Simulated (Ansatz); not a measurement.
Li: the change of pressure with volume scale

Periodic Kohn-Sham DFT of a crystal at fixed atoms, scaled to volume_scale times the given cell; pressure positive in compression, energy less spherical unpolarised free atoms, largest_vzz the field gradient of largest size among the nuclei. The results are calculated, by Ansatz 0.2.0.

The cell before it is scaled or strained (space group R-3m, No. 166):
```
Li
1.0
      1.5505     0.8952     7.5883
     -1.5505     0.8952     7.5883
      0.0000    -1.7904     7.5883
Li
3
Direct
  0.00000 0.00000 0.00000
  0.22200 0.22200 0.22200
  0.77800 0.77800 0.77800
```

Settings of every row: method frozen-core PAW; functional PBEsol; relativity scalar; k mesh 12x12x12; filling fermi-dirac; smearing width 0.05 eV; wave cutoff 420 eV; paw set soft_2.

Atom start moment: 0 on all atoms.

Limits: PAW files made with PBE; no gap: field gradients move with the k mesh.

| row | volume scale | V (Å³/atom) | pressure (GPa) | largest V_zz (1e21 V/m^2) |
| --- | --- | --- | --- | --- |
| 1 | 0.94 | 19.801 | 0.277 | 0.007 |
| 2 | 0.96 | 20.223 | -0.019 | 0.008 |
| 3 | 0.98 | 20.644 | -0.289 | 0.007 |
| 4 | 0.99 | 20.855 | -0.415 | 0.006 |
| 5 | 1 | 21.065 | -0.536 | 0.006 |
| 6 | 1.01 | 21.276 | ? | ? |
| 7 | 1.02 | 21.487 | -0.763 | 0.006 |
| 8 | 1.04 | 21.908 | -0.97 | 0.006 |
| 9 | 1.06 | 22.329 | -1.159 | 0.006 |

Question: what pressure should row 6 give?

Worked fit of pressure. Take u = (V_r/V)^(2/3) − 1 with V_r = 20.96 Å³ an atom, which is twice the finite (Eulerian) strain; such expansions in the strain, on which the Birch-Murnaghan equation of state is built, carry the rest volume and the bulk modulus. The shown rows have u = 0.03865, 0.02415, 0.01018, 0.00335, -0.00333, -0.01642, -0.02906, -0.0413. Least squares give pressure = −0.4764 + 18.058 × u + 37.01 × u² GPa; a straight line predicts inner rows, each left out in turn, worse (root mean square 0.019 against 0.00035 GPa). All shown rows lie on it to the printed digit. The pressure vanishes at u = 0.0251, or V = 20.2 Å³ an atom, and there the bulk modulus at fixed shape and fractions is B = −V dP/dV = (2/3)(1 + u) dP/du = 13.6 GPa. Letting shape and atoms relax would as a rule lower it, by much in layered, chain or molecular crystals. The withheld row has u = -0.00993, so the fit gives −0.4764 + 18.058 × (-0.00993) + 37.01 × (-0.00993)² = -0.652 GPa.

The calculation gave -0.652 GPa. The fit meets it to the printed digit.

The other values of row 6: largest V_zz 0.005 1e21 V/m^2.
